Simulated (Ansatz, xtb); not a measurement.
## Two isomers of C2H6F3GeN

Structure I is `[CH3][Ge@H]([NH2])[C](F)(F)F`, a singlet and structure II is `[NH2][GeH2][CH2]C(F)(F)F`, a singlet. Both are isolated molecules in the gas phase, relaxed with r2SCAN-D4/def2-SVP; the shapes shown needn't be the lowest conformers.

I (Å):

```yaml
atoms:
  - { symbol: C, position_ang: [-2.3223, -1.5544, 0.2985] }
  - { symbol: C, position_ang: [-2.3109, 1.2437, -1.1440] }
  - { symbol: F, position_ang: [-2.1367, 1.8607, 0.0505] }
  - { symbol: F, position_ang: [-3.6440, 1.1862, -1.3634] }
  - { symbol: F, position_ang: [-1.7898, 2.0616, -2.0845] }
  - { symbol: Ge, position_ang: [-1.4688, -0.5749, -1.1387] }
  - { symbol: N, position_ang: [0.3329, -0.4973, -0.8291] }
  - { symbol: H, position_ang: [-2.1376, -1.0453, 1.2567] }
  - { symbol: H, position_ang: [-3.4092, -1.6022, 0.1368] }
  - { symbol: H, position_ang: [-1.9229, -2.5771, 0.3576] }
  - { symbol: H, position_ang: [-1.6810, -1.1574, -2.5419] }
  - { symbol: H, position_ang: [0.8703, -0.0141, -1.5468] }
  - { symbol: H, position_ang: [0.5890, -0.1091, 0.0774] }
```

II (Å):

```json
{"atom": "C", "x (Å)": "-0.0878", "y (Å)": "-0.5615", "z (Å)": "-0.4185"}
{"atom": "C", "x (Å)": "0.0897", "y (Å)": "0.7102", "z (Å)": "-1.1877"}
{"atom": "F", "x (Å)": "-1.0902", "y (Å)": "1.1720", "z (Å)": "-1.6690"}
{"atom": "F", "x (Å)": "0.6043", "y (Å)": "1.6919", "z (Å)": "-0.4164"}
{"atom": "F", "x (Å)": "0.9109", "y (Å)": "0.5758", "z (Å)": "-2.2455"}
{"atom": "Ge", "x (Å)": "-1.5261", "y (Å)": "-0.4142", "z (Å)": "0.9536"}
{"atom": "N", "x (Å)": "-1.7555", "y (Å)": "1.2781", "z (Å)": "1.6233"}
{"atom": "H", "x (Å)": "-0.9192", "y (Å)": "1.6561", "z (Å)": "2.0667"}
{"atom": "H", "x (Å)": "-2.0400", "y (Å)": "1.9434", "z (Å)": "0.9045"}
{"atom": "H", "x (Å)": "-1.1489", "y (Å)": "-1.3374", "z (Å)": "2.1198"}
{"atom": "H", "x (Å)": "-2.8518", "y (Å)": "-0.8277", "z (Å)": "0.3047"}
{"atom": "H", "x (Å)": "0.8749", "y (Å)": "-0.8166", "z (Å)": "0.0490"}
{"atom": "H", "x (Å)": "-0.3438", "y (Å)": "-1.3637", "z (Å)": "-1.1277"}
```

**Question.** Which of the two would you expect CCSD(T)/def2-SVP + ΔMP2/def2-TZVPP electronic energies to favour?

**Answer.** Structure II; the calculation gives E(II) − E(I) = −7.31 kJ/mol.

Level by level:

```tsv
level	geometry	E(II) − E(I) (kJ/mol)	departure from the last row (kJ/mol)	job, with rough time for the two
GFN2-xTB	GFN2-xTB	−29.52	−22.20	optimisation, 0.56 s
HF/STO-3G	GFN2-xTB	+9.55	+16.86	single point, 1.3 s
r2SCAN-D4/def2-SVP//GFN2-xTB	GFN2-xTB	−11.55	−4.24	single point, 7.2 s
r2SCAN-D4/def2-SVP	r2SCAN-D4/def2-SVP	−17.05	−9.73	optimisation, 2 min
HF/def2-SVP	r2SCAN-D4/def2-SVP	−23.50	−16.18	part of the CCSD(T) run
MP2/def2-SVP	r2SCAN-D4/def2-SVP	−22.80	−15.49	part of the CCSD(T) run
CCSD(T)/def2-SVP	r2SCAN-D4/def2-SVP	−24.06	−16.74	single point
CCSD(T)/def2-SVP + ΔMP2/def2-TZVPP	r2SCAN-D4/def2-SVP	−7.31		single point, 2.9 min
```

As drawn, II has 1 C–C, 1 Ge–H in place of 1 C–Ge, 1 C–H.

HF/STO-3G puts the two in the other order. The largest departure from CCSD(T)/def2-SVP + ΔMP2/def2-TZVPP is that of GFN2-xTB, 22.20 kJ/mol. The last row adds to CCSD(T) the change of the MP2 difference between the two basis sets, here +16.74 kJ/mol, a large step that makes the value less sure.

With thermal terms from frequencies at re-optimised GFN2-xTB minima (ideal gas, soft modes damped towards free rotors, one conformer each, 298.15 K, 1 atm): the zero-point term adds −0.37 kJ/mol; ΔH is −10.93 and ΔG −3.30 kJ/mol.

The correlated steps freeze 15 core orbitals; the filled d shell of Ge is correlated, in a basis made for valence electrons. Mirror images aren't counted in ΔG. Programs: Ansatz 0.2.0, xtb 6.7.1; the last row on 2 threads of Intel(R) Xeon(R) Processor @ 2.70GHz on a shared host.

Structure II is favoured, but only modestly. The bond exchange largely cancels: II gains a C–C bond over a weaker Ge–C bond, but gives up a strong C–H bond for a weaker Ge–H bond. The balance is probably tipped by the placement of the CF3 group. In I its electron-poor carbon sits directly on germanium, already made positive by the amide nitrogen, whereas in II a CH2 group separates the two and the polarisable Ge–C bond can donate into the C–F antibonding orbitals.

In the smaller split-valence basis, HF, MP2 and CCSD(T) nearly coincide, so correlation has little net effect on the order there; the size of the preference depends far more on how flexibly the basis describes the two bonding environments. Enthalpy strengthens the preference for II, while entropy opposes it, which suggests softer torsions about the long Ge–C bonds in I. The remaining free-energy difference of −3.30 kJ/mol is too small to establish which isomer would dominate at equilibrium.
